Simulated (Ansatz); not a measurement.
Compressing Ti$_{6}$O: a fit and a missing row

Ti$_{6}$O, P-31c, a = 5.053 Å, c = 9.371 Å. The structure is a COD entry; whether it is the stable form wasn't checked. Ansatz: PBEsol, PAW, 420 eV, Γ-centred 12×12×4 mesh on 14 atoms, Gaussian smearing 0.10 eV; no spin polarisation. Shape and atoms are relaxed at each volume; pressure is positive in compression.

| V (Å³/atom) | P (GPa) |
| --- | --- |
| 13.026 | ? |
| 13.470 | 15.88 |
| 13.915 | 9.80 |
| 14.359 | 4.53 |
| 14.803 | -0.05 |
| 15.247 | -4.01 |
| 15.691 | -7.42 |

**Question.** Take V0 = 14.803 Å³/atom, count pressures from its P0 = -0.05 GPa, fit the third-order Birch–Murnaghan form to the other rows, and predict the missing pressure.

**Answer.** With the Eulerian strain f = ½[(V0/V)^(2/3) − 1] and y = (P − P0)/[3f(1 + 2f)^(5/2)], the form is the line y = B0 + 1.5 B0 (B0′ − 4) f. Rows (f, y): 0.03247, 139.7; 0.02105, 140.7; 0.01025, 141.6; -0.00975, 142.2; -0.01905, 142.1. Means f = 0.006994, y = 141.26; Σ(Δf)² = 0.001816, ΣΔfΔy = -0.08412; the slope is their ratio. y = 141.6 − 46.33 f GPa, so B0 = 141.6 GPa and B0′ = 4 + 2 × (-46.33)/(3 × 141.6) = 3.78. At V = 13.026, f = 0.04450, y = 139.54 and P = 23.00 GPa. The run gave 22.91 GPa, so the fit is 0.09 GPa too high, a small miss on the scale of the series.

Spin polarisation was left out, and a magnetic state may lie lower.

Cost: 7 runs of about 100 core-minutes in all, on AMD EPYC (Zen 3) (shared hosts).

The fit carries over well to the strongest compression, but its small overshoot is not random. The fitted points lie below the line at both ends of the range and above it in between, so y(f) is slightly concave. A straight line drawn through such points and extended to higher strain should give too much pressure, as it does here. This suggests a small higher-order strain term, and B0′ = 3.78 is best read as an average over the fitted range.

Ti$_{6}$O is in essence a hexagonal titanium metal with oxygen in octahedral interstices. Its resistance to compression therefore comes from metallic Ti d bonding, reinforced by stiff, polar Ti–O bonds. The modest rise of stiffness with pressure probably reflects the titanium host, where compression moves electrons from s-like into bonding d states and so offsets part of the growing repulsion. The successful prediction shows that the calculated curve is smooth, not that 141.6 GPa would match a measured bulk modulus.
